Four-component Dirac-Coulomb Hartree-Fock calculations with the B-spline radial atomic code version 1, for spherical atoms and ions with the configuration [Ar] 3d10 4s1. All electrons are included, with a Fermi nucleus, averaging over the nl configuration and a radial basis at its limit. ε is an orbital eigenvalue and <r> an orbital's mean radius.

## Analysis program

```python
# Table: eigenvalues (eV) and mean radii (bohr) of 3d5/2 and 4s1/2, Cu-like ions [Ar]3d10 4s1, B-spline atomic code,
# Dirac-Coulomb Hartree-Fock. Tested: screened hydrogenic scaling; a Dirac term against further screening terms.
T = {
    'ion': ['Cu', 'Zn+', 'Ga2+', 'Ge3+', 'As4+', 'Se5+', 'Br6+', 'Kr7+', 'Rb8+', 'Sr9+', 'Zr11+', 'Nb12+', 'Mo13+', 'Tc14+', 'Ru15+', 'Rh16+', 'Pd17+', 'Ag18+', 'Cd19+', 'In20+', 'Sn21+', 'Sb22+', 'Te23+', 'I24+', 'Xe25+', 'Cs26+'],
    'Z': [29, 30, 31, 32, 33, 34, 35, 36, 37, 38, 40, 41, 42, 43, 44, 45, 46, 47, 48, 49, 50, 51, 52, 53, 54, 55],
    'charge': [0, 1, 2, 3, 4, 5, 6, 7, 8, 9, 11, 12, 13, 14, 15, 16, 17, 18, 19, 20, 21, 22, 23, 24, 25, 26],  # e
    'e_3d52': [-12.9064, -29.9729, -51.579, -77.0959, -106.225, -138.798, -174.709, -213.887, -256.283, -301.858, -402.444, -457.415, -515.486, -576.645, -640.883, -708.191, -778.564, -851.995, -928.479, -1008.01, -1090.59, -1176.22, -1264.88, -1356.58, -1451.32, -1549.1],  # eV
    'e_4s12': [-6.66064, -16.946, -29.7283, -44.7276, -61.8033, -80.8741, -101.889, -124.816, -149.631, -176.32, -235.285, -267.55, -301.669, -337.641, -375.469, -415.156, -456.706, -500.125, -545.418, -592.593, -641.657, -692.618, -745.484, -800.267, -856.976, -915.621],  # eV
    'gap': [6.24576, 13.0269, 21.8508, 32.3683, 44.4221, 57.9244, 72.8202, 89.0718, 106.651, 125.537, 167.159, 189.865, 213.817, 239.004, 265.414, 293.035, 321.857, 351.869, 383.061, 415.42, 448.937, 483.6, 519.397, 556.317, 594.348, 633.477],  # eV
    'r_3d52': [1.002, 0.87582, 0.78645, 0.71789, 0.66268, 0.61678, 0.57773, 0.54393, 0.5143, 0.48803, 0.44338, 0.42419, 0.40669, 0.39066, 0.37591, 0.36228, 0.34965, 0.3379, 0.32694, 0.3167, 0.30709, 0.29807, 0.28958, 0.28156, 0.27399, 0.26682],  # bohr
    'r_4s12': [3.2615, 2.5256, 2.1471, 1.8963, 1.7111, 1.5659, 1.4474, 1.3482, 1.2633, 1.1896, 1.0673, 1.0158, 0.96925, 0.92702, 0.88845, 0.85307, 0.82047, 0.79032, 0.76233, 0.73626, 0.71193, 0.68914, 0.66774, 0.64762, 0.62865, 0.61072],  # bohr
    'r_ratio': [3.2549, 2.8837, 2.7301, 2.6414, 2.5821, 2.5388, 2.5054, 2.4786, 2.4564, 2.4376, 2.4072, 2.3946, 2.3833, 2.3729, 2.3635, 2.3547, 2.3466, 2.3389, 2.3317, 2.3248, 2.3183, 2.312, 2.3059, 2.3001, 2.2944, 2.2889],
}
import numpy as np
from scipy.constants import physical_constants as pc, alpha
Ha = pc['Hartree energy in eV'][0]; Ry = Ha/2
ion = T['ion']
Z, q, e3, es, gap, rd, rs, rr = [np.array(T[k], float) for k in ('Z', 'charge', 'e_3d52', 'e_4s12', 'gap', 'r_3d52', 'r_4s12', 'r_ratio')]
ed = es - gap   # keeps one more digit than the printed 3d column for Z >= 49
def dirac(Z, n, k):   # bare point nucleus: energy (eV), <r> (bohr)
    g = np.sqrt(k*k - (Z*alpha)**2); nr = n - abs(k); N = np.sqrt(nr*nr + 2*nr*g + k*k); w = (nr + g)/N
    return (w - 1)/alpha**2*Ha, (w*(3*N*N - k*k) - k)/(2*Z)
Ed, Rd = dirac(Z, 3, -3); Es, Rs = dirac(Z, 4, -1)
er = ed/es; ix = {int(z): i for i, z in enumerate(Z)}
print(f"limits: e ratio 16/9={16/9:.4f}, r ratio 16/7={16/7:.4f}, gap 7Ry/144={7*Ry/144:.4f} eV*Z^2; max|e3d-(e4s-gap)|={abs(e3-ed).max():.4f} eV")
print(f"Cu->Cs: gap x{gap[-1]/gap[0]:.1f}, r3d /{rd[0]/rd[-1]:.2f}, r4s /{rs[0]/rs[-1]:.2f}; gap/bare limit Cu {gap[0]/(7*Ry/144*Z[0]**2):.3f}, Cs {gap[-1]/(7*Ry/144*Z[-1]**2):.3f}")
print("ion  e3d/e4s bareDirac | r ratio bareDirac | sigma: E3d E4s r3d r4s | with Dirac radii: r3d r4s")
for z in (29, 30, 31, 34, 36, 38, 42, 46, 50, 55):
    i = ix[z]
    print(f"{ion[i]:6s}{er[i]:.4f} {Ed[i]/Es[i]:.4f} | {rr[i]:.4f} {Rs[i]/Rd[i]:.4f} | {z-3*np.sqrt(-ed[i]/Ry):.2f} {z-4*np.sqrt(-es[i]/Ry):.2f} "
          f"{z-10.5/rd[i]:.2f} {z-24/rs[i]:.2f} | {z-z*Rd[i]/rd[i]:.2f} {z-z*Rs[i]/rs[i]:.2f}")
s = np.diff(er)/np.diff(Z); j = np.argmax(s); sr = np.diff(rr)/np.diff(Z)
print(f"d(e ratio)/dZ: flattest {s[j]:.5f} ({ion[j]}-{ion[j+1]}), last {s[-1]:.5f}, rounding ~1e-5")
print(f"d(r ratio)/dZ: Ag-Cd {sr[ix[47]]:.4f}, last {sr[-1]:.4f} (bare Dirac {np.diff(Rs/Rd)[-1]:.4f}); Cs excess over 16/7 {rr[-1]-16/7:.4f}; rounding 1e-4")
c = [i for i in range(1, len(Z)-1) if Z[i+1]-Z[i-1] == 2]
d2 = lambda y, i: y[i+1] - 2*y[i] + y[i-1]
print(f"second differences, eV (nonrel. limits 3d {2*Ry/9:.3f}, 4s {2*Ry/16:.3f}, gap {14*Ry/144:.3f}; rounding <=0.004, 0.002, 0.002)")
for z in (30, 33, 36, 37, 41, 42, 43, 47, 51, 54):
    i = ix[z]
    print(f"{ion[i]:6s} -3d {-d2(ed,i):.3f} (bare Dirac {-d2(Ed,i):.3f})  -4s {-d2(es,i):.3f} (bare Dirac {-d2(Es,i):.3f})  gap {d2(gap,i):.3f}")
m = q >= 7; x = Z - 28; one = np.ones_like(Z)
print("fits of e+Ry Z^2/n^2, charge>=7 (asymptotic series), x=Z-28; residuals eV, rounding <=0.001")
for name, e, n, D in (('3d', ed, 3, Ed), ('4s', es, 4, Es)):
    y = e + Ry*Z**2/n**2; rel = D + Ry*Z**2/n**2
    for lab, extra in (('Z,1,1/x', []), ('+1/x^2', [1/x**2]), ('+c*Dirac', [rel])):
        A = np.array([Z, one, 1/x] + extra).T
        p = np.linalg.lstsq(A[m], y[m], rcond=None)[0]; r = A@p - y; w = np.argmax(abs(r)*m)
        print(f"{name} {lab:9s} p={np.round(p,3)} rms {np.sqrt(np.mean(r[m]**2)):.4f} worst {ion[w]} {r[w]:+.4f}; omitted Cu {r[0]:+.2f} Se {r[ix[34]]:+.3f}")
for lab, R0 in (('16/7', 16/7*one), ('bare Dirac', Rs/Rd)):
    best = None
    for s0 in np.arange(0.025, 35.5, 0.05):
        u = R0/(Z - s0); a = u[m]@(rr - R0)[m]/(u[m]@u[m]); r = R0 + a*u - rr; rms = np.sqrt(np.mean(r[m]**2))
        if best is None or rms < best[0]: best = (rms, a, s0, r)
    rms, a, s0, r = best; w = np.argmax(abs(r)*m)
    print(f"r ratio={lab}*(1+a/(Z-s)): a={a:.3f} s={s0:.2f} rms {rms:.4f} worst {ion[w]} {r[w]:+.4f}; omitted Cu {r[0]:+.3f} Se {r[ix[34]]:+.3f} (rounding 5e-5)")
# further output of the same calculation (hartree, 1/bohr): eps 3d3/2, 3d5/2; <1/r> 3d5/2, 4s; F0 dd, ds, ss; G2 ds;
# first-order Breit shift d, s; self-energy d, s; Uehling s
F = {34: (-5.1366, -5.1007, 2.0479, 0.83929, 1.4846, 0.72085, 0.5742, 0.066781, 0.0053274, 0.0015685, 5.8205e-05, 0.00086969, -7.9171e-05),
     50: (-40.42, -40.079, 3.9287, 1.9915, 2.9525, 1.5792, 1.2584, 0.14501, 0.03569, 0.015012, 0.00060974, 0.0096992, -0.0011576)}
for z, (a3, a5, id_, is_, fdd, fds, fss, g2, bd, bs, sd, ss, us) in F.items():
    i = ix[z]; so = a5 - a3; zs = (so*324/alpha**2)**0.25; dp = (fss - fds + g2/10)*Ha
    print(f"{ion[i]} further output: 3d splitting {so*Ha:.2f} eV = {100*so*Ha/gap[i]:.1f}% of gap, hydrogenic Zeff {zs:.1f} (sigma {z-zs:.1f})")
    print(f"  F0(ds)/<1/r>4s {fds/is_:.2f}, F0(dd)/<1/r>3d {fdd/id_:.2f}, F0(ds)/<1/r>3d {fds/id_:.2f}")
    print(f"  shifts eV: Breit 3d {bd*Ha:+.3f} 4s {bs*Ha:+.3f}; QED 3d {sd*Ha:+.3f} 4s {(ss+us)*Ha:+.3f}; gap {(bs-bd+ss+us-sd)*Ha:+.3f} ({100*(bs-bd+ss+us-sd)*Ha/gap[i]:+.2f}%)")
    print(f"  frozen-orbital 3d5/2->4s promotion {gap[i]+dp:.1f} eV = gap {dp:+.1f} eV ({100*dp/gap[i]:+.1f}%)")
assert np.all(gap > 0) and np.all(np.diff(gap) > 0)
assert np.all(np.diff(rr) < 0) and np.all(rr > 16/7)
assert er[0] > 16/9 and np.all(er[1:] < 16/9) and np.all(np.diff(er) < 0)
assert -d2(es, c[-1]) > min(-d2(es, i) for i in c) + 0.05
```

Output:

```
limits: e ratio 16/9=1.7778, r ratio 16/7=2.2857, gap 7Ry/144=0.6614 eV*Z^2; max|e3d-(e4s-gap)|=0.0040 eV
Cu->Cs: gap x101.4, r3d /3.76, r4s /5.34; gap/bare limit Cu 0.011, Cs 0.317
ion  e3d/e4s bareDirac | r ratio bareDirac | sigma: E3d E4s r3d r4s | with Dirac radii: r3d r4s
Cu    1.9377 1.7636 | 3.2549 2.2680 | 26.08 26.20 18.52 21.64 | 18.54 21.71
Zn+   1.7687 1.7626 | 2.8837 2.2667 | 25.55 25.54 18.01 20.50 | 18.04 20.60
Ga2+  1.7350 1.7616 | 2.7301 2.2654 | 25.16 25.09 17.65 19.82 | 17.68 19.95
Se5+  1.7162 1.7582 | 2.5388 2.2612 | 24.42 24.25 16.98 18.67 | 17.03 18.88
Kr7+  1.7136 1.7558 | 2.4786 2.2582 | 24.11 23.88 16.70 18.20 | 16.76 18.47
Sr9+  1.7120 1.7532 | 2.4376 2.2550 | 23.87 23.60 16.48 17.83 | 16.56 18.17
Mo13+ 1.7088 1.7477 | 2.3833 2.2480 | 23.53 23.17 16.18 17.24 | 16.30 17.76
Pd17+ 1.7047 1.7414 | 2.3466 2.2401 | 23.31 22.83 15.97 16.75 | 16.13 17.49
Sn21+ 1.6997 1.7345 | 2.3183 2.2315 | 23.14 22.53 15.81 16.29 | 16.03 17.30
Cs26+ 1.6919 1.7250 | 2.2889 2.2195 | 22.99 22.19 15.65 15.70 | 15.95 17.14
d(e ratio)/dZ: flattest -0.00077 (Sr9+-Zr11+), last -0.00169, rounding ~1e-5
d(r ratio)/dZ: Ag-Cd -0.0072, last -0.0055 (bare Dirac -0.0025); Cs excess over 16/7 0.0032; rounding 1e-4
second differences, eV (nonrel. limits 3d 3.023, 4s 1.701, gap 1.323; rounding <=0.004, 0.002, 0.002)
Zn+    -3d 4.540 (bare Dirac 3.048)  -4s 2.497 (bare Dirac 1.806)  gap 2.043
As4+   -3d 3.444 (bare Dirac 3.053)  -4s 1.995 (bare Dirac 1.829)  gap 1.448
Kr7+   -3d 3.216 (bare Dirac 3.059)  -4s 1.888 (bare Dirac 1.855)  gap 1.328
Rb8+   -3d 3.181 (bare Dirac 3.061)  -4s 1.874 (bare Dirac 1.865)  gap 1.307
Nb12+  -3d 3.100 (bare Dirac 3.069)  -4s 1.854 (bare Dirac 1.906)  gap 1.246
Mo13+  -3d 3.088 (bare Dirac 3.071)  -4s 1.853 (bare Dirac 1.918)  gap 1.235
Tc14+  -3d 3.079 (bare Dirac 3.074)  -4s 1.856 (bare Dirac 1.929)  gap 1.223
Ag18+  -3d 3.054 (bare Dirac 3.084)  -4s 1.874 (bare Dirac 1.980)  gap 1.180
Sb22+  -3d 3.039 (bare Dirac 3.095)  -4s 1.905 (bare Dirac 2.039)  gap 1.134
Xe25+  -3d 3.034 (bare Dirac 3.103)  -4s 1.936 (bare Dirac 2.088)  gap 1.098
fits of e+Ry Z^2/n^2, charge>=7 (asymptotic series), x=Z-28; residuals eV, rounding <=0.001
3d Z,1,1/x   p=[  66.907 -652.693  -85.741] rms 0.0483 worst Kr7+ -0.1082; omitted Cu -56.61 Se -0.939
3d +1/x^2    p=[  66.824 -646.429 -144.256  263.754] rms 0.0026 worst Cs26+ -0.0057; omitted Cu +152.50 Se +0.101
3d +c*Dirac  p=[ 6.70850e+01 -6.60222e+02 -7.21360e+01  1.40000e-01] rms 0.0198 worst Sr9+ +0.0389; omitted Cu -45.59 Se -0.551
4s Z,1,1/x   p=[  34.552 -230.812 -297.787] rms 0.8833 worst Cs26+ +1.8353; omitted Cu -235.07 Se -7.799
4s +1/x^2    p=[   33.157  -124.609 -1289.858  4471.735] rms 0.3322 worst Cs26+ +0.6722; omitted Cu +3310.33 Se +9.824
4s +c*Dirac  p=[  37.942 -375.263  -31.813    0.592] rms 0.0033 worst Rb8+ +0.0061; omitted Cu -19.18 Se -0.155
r ratio=16/7*(1+a/(Z-s)): a=0.355 s=32.13 rms 0.0163 worst Cs26+ +0.0323; omitted Cu -1.229 Se +0.180 (rounding 5e-5)
r ratio=bare Dirac*(1+a/(Z-s)): a=0.911 s=26.73 rms 0.0011 worst Cs26+ +0.0021; omitted Cu -0.079 Se +0.006 (rounding 5e-5)
Se5+ further output: 3d splitting 0.98 eV = 1.7% of gap, hydrogenic Zeff 21.6 (sigma 12.4)
  F0(ds)/<1/r>4s 0.86, F0(dd)/<1/r>3d 0.72, F0(ds)/<1/r>3d 0.35
  shifts eV: Breit 3d +0.145 4s +0.043; QED 3d +0.002 4s +0.022; gap -0.082 (-0.14%)
  frozen-orbital 3d5/2->4s promotion 54.1 eV = gap -3.8 eV (-6.6%)
Sn21+ further output: 3d splitting 9.28 eV = 2.1% of gap, hydrogenic Zeff 38.0 (sigma 12.0)
  F0(ds)/<1/r>4s 0.79, F0(dd)/<1/r>3d 0.75, F0(ds)/<1/r>3d 0.40
  shifts eV: Breit 3d +0.971 4s +0.408; QED 3d +0.017 4s +0.232; gap -0.347 (-0.08%)
  frozen-orbital 3d5/2->4s promotion 440.6 eV = gap -8.3 eV (-1.9%)
```
